Appendix. The isotropic-g assumption behind the straight HYSCORE ridge

A.1 The result and its conventions

For S = 1/2 and I = 1/2 the spin Hamiltonian in frequency units is

H = (μB B0/h) n·g·S + νI n·I + S·A·I,   νI = −γB0/2π,

with n the unit vector along the field. The label α means mS = +1/2, so να carries νI + A/2. For ¹⁵N, γ < 0, so νI is positive and a positive spin density on nitrogen gives negative couplings. Let A be axial, with principal values a + 2T, a − T, a − T, and let u be the squared cosine of the angle between n and its unique axis. If the electron spin is quantised along n, the secular and pseudo-secular couplings are A = a + T(3u − 1) and B = 3T√(u(1 − u)), and να,β² = (νI ± A/2)² + B²/4. The u² terms cancel in A² + B² = (a − T)² + 3TΣu, where Σ = T + 2a, which leaves

να,β² = [νI ± (a − T)/2]² + (3T/4)(Σ ± 4νI) u.   (A1)

Both squares are linear in u. Eliminating u gives the line of Dikanov and Bowman (1995):

να² = Q0 νβ² + G0,   Q0 = (Σ + 4νI)/(Σ − 4νI),
G0 = −2νI(4νI² − a² + 2T² − aT)/(Σ − 4νI) = (νI/2)(Σ² − 16νI² − 9T²)/(Σ − 4νI).   (A2)

The second form of G0 follows from 4(a² + aT − 2T²) = Σ² − 9T². The slope thus fixes Σ and the intercept fixes T², leaving the sign of T to other evidence; below it is taken equal to the sign of a. For weak coupling the mean frequency exceeds νI by B²/(8νI) to second order, at most 9T²/(32νI), at u = 1/2.

A.2 Where the assumption enters

Equation (A1) needs the electron spin along n, which holds for isotropic g. Otherwise the spin is quantised along k = g n/geff, with geff = |g n|. Keeping the high-field approximation, S → mS k, the nucleus precesses about the vector νI n + mS Aᵀk. The Zeeman part follows n and the hyperfine part follows k, so one angle no longer fixes both frequencies. Anisotropy of g also restricts the orientations: at given field and microwave frequency only those with the matching geff resonate.

A.3 The ridge for axial g

The model is a square-planar ammine complex such as [Cu(NH3)4]²⁺ in a zeolite cage, with g axial about z and the unique axis of A along the Cu–N bond x in the g⊥ plane. With n = (sinθ cosφ, sinθ sinφ, cosθ), geff² = g⊥² sin²θ + g∥² cos²θ, r⊥ = g⊥/geff and r∥ = g∥/geff,

να,β² = nx²[νI ± r⊥(a + 2T)/2]² + ny²[νI ± r⊥(a − T)/2]² + nz²[νI ± r∥(a − T)/2]².   (A3)

A field position selects θ and leaves φ free. Writing ny² = 1 − nx² − nz² turns (A3) into (A1) with a → r⊥a, T → r⊥T, u → nx², plus a term cos²θ Δ± that does not depend on φ:

Δ± = ±(D/2)[2νI ± r⊥(a − T) ± D/2],   D = (r∥ − r⊥)(a − T).

The ridge therefore stays straight, and nx² runs from 0 to sin²θ. The slope and intercept become

Q = (r⊥Σ + 4νI)/(r⊥Σ − 4νI),
G = G0(r⊥a, r⊥T) + cos²θ (Δ+ − QΔ−) = G0(r⊥a, r⊥T) + 2νI cos²θ D(3r⊥T − D)/(r⊥Σ − 4νI).   (A4)

Bonds along x and y give the same line. At fixed microwave frequency νmw the resonance condition gives νI = ν0/geff with ν0 = −(γ/2π) hνmw/μB. Then Q = (g⊥Σ + 4ν0)/(g⊥Σ − 4ν0) is the same at every field position, whereas Q0 drifts with νI.

A good linear fit is therefore no test of the assumption. The couplings a′, T′ returned when (A2) is fitted to the line (A4) follow by matching slope and intercept:

Σ′ = r⊥Σ,   9T′² = 9r⊥²T² − 4cos²θ D(3r⊥T − D),   a′ = (Σ′ − T′)/2.   (A5)

For the first correction put ε = (g∥ − g⊥)/g⊥. Then r⊥ ≈ 1 − ε cos²θ and D ≈ ε(a − T), so δΣ = −εΣ cos²θ and 2T δT = −2εT² cos²θ − (4/3)εT(a − T) cos²θ. Collecting terms,

δT = δa = −(ε/3)(T + 2a) cos²θ,   δQ = 8ενIΣ cos²θ/(Σ − 4νI)².   (A6)

The relative change of T is ε cos²θ multiplied by Σ/(3T), a large factor when the coupling is mostly isotropic. The reason is that the tilt of k converts part of a into apparent anisotropy. Equation (A6) drops D against 3r⊥T, so it requires ε(a − T)/(3T) to be small as well as ε. The correction vanishes at θ = 90°, where k = n.

A.4 Size for ¹⁵NH3 on Cu²⁺

The inputs are approximate values chosen as typical of the square-planar tetraammine ion: g∥ = 2.24, g⊥ = 2.05, a = −48 MHz, T = −3.5 MHz (principal values −55 and −44.5 MHz, Σ = −99.5 MHz), and γ/2π = −4.316 MHz/T. W band, νmw = 94 GHz, is taken because νI there approaches |A|/2 and the modulation of a directly bound nitrogen is deeper than at X band. Then ν0 = 28.99 MHz, ε = 0.093 and Q = 0.275. Since |A| > 2νI, the cross peaks lie mainly in the (−,+) quadrant; (A2) and (A4) involve squares and are unaffected. The weak-coupling bound does not apply. At θ = 90° it would give +0.24 MHz, while the quantity that stays near νI is now (νβ − να)/2, which at u = 1/2 lies 0.11 MHz below νI.

θ | geff | B0/T | νI/MHz | Q0 | G0/MHz² | G/MHz² | a′/MHz | T′/MHz | T + δT /MHz
90° | 2.050 | 3.276 | 14.14 | 0.275 | −299 | −299 | −48.0 | −3.5 | −3.5
60° | 2.099 | 3.199 | 13.81 | 0.286 | −301 | −286 | −47.1 | −3.0 | −2.7
45° | 2.147 | 3.128 | 13.50 | 0.296 | −302 | −274 | −46.3 | −2.4 | −2.0
30° | 2.194 | 3.061 | 13.21 | 0.306 | −303 | −264 | −45.6 | −1.7 | −1.2

Q0 and G0 use the true a and T with the νI of each row; a′ and T′ come from (A5), the last column from (A6), which reads δT = δa = +3.1 cos²θ MHz. The first-order form has the right sign and scale but overshoots, because ε(a − T)/(3T) = 0.39. Numerical work should use (A5). At θ = 45°, D = −3.9 MHz, and a field perpendicular to the bond (φ = 90°), for which isotropic g gives B = 0, sees a pseudo-secular coupling |D| sinθ cosθ = 2.0 MHz, to be set against the largest dipolar value 3|T|/2 = 5.25 MHz.

A.5 Terms left out

The copper hyperfine coupling tilts the electron spin as well. For k at angle ϑ to z and a coupling ACu coaxial with g, the copper spin (I = 3/2, projection M) is quantised along ACu k when its nuclear Zeeman and quadrupole terms are ignored. It adds M ACu² k/K to the electron precession vector, with K = |ACu k|. The component transverse to k gives a tilt of M(A∥² − A⊥²) sinϑ cosϑ/(Kνmw). With typical magnitudes |A∥| = 550 MHz and |A⊥| = 60 MHz at ϑ = 45°, K = 391 MHz, and |M| = 3/2 gives 0.0061 rad at 94 GHz and 0.060 rad at 9.5 GHz. The tilt from g at θ = 45° is 45° − arctan(g⊥/g∥) = 0.044 rad. The copper term is 0.14 of it at W band and 1.4 times it at X band, where (A5) alone is inadequate. It changes sign with M and preserves the axial symmetry, so each M gives its own straight line with altered r⊥ and r∥. The resonance shift MK also moves the selected cone, by δcos²θ = 2geff²MK/[νmw(g∥² − g⊥²)] = 0.07 near 45° at W band, which spreads T′ by about ±0.2 MHz. For these reasons the couplings are printed to 0.1 MHz only, and Q is field-independent only to the extent that MK/νmw is negligible.

The second-order nitrogen term lowers the effective νI by about a²/(4νmw) = 0.006 MHz and is negligible. A true rhombicity Ay ≠ Az enters (A4) and (A5) through D = r∥Az − r⊥Ay, with 3T → Ax − Ay and Σ → Ax + Ay, so one line cannot separate it from the g effect. One source of it, the point-dipole coupling to the whole copper moment at an approximate bond length R = 2.0 Å, gives μ0μB|γ/2π|(g∥ − g⊥)/(4πR³) = 0.095 MHz, small against |D|. If the bond leaves the g⊥ plane, terms linear in cosφ join those in cos²φ and the ridge bends into a parabolic arc in the squared frequencies.

At the g⊥ edge the isotropic-g line is safe for this geometry. At the field selecting θ = 45° the model's fitted |T| falls 31 % and its fitted |a| 3.6 % below the inputs, and at θ = 30° the model's fitted |T| is low by 50 %. With g known, the bias is removed by taking Σ = Σ′/r⊥ and solving (A5) for T with a − T = (Σ − 3T)/2.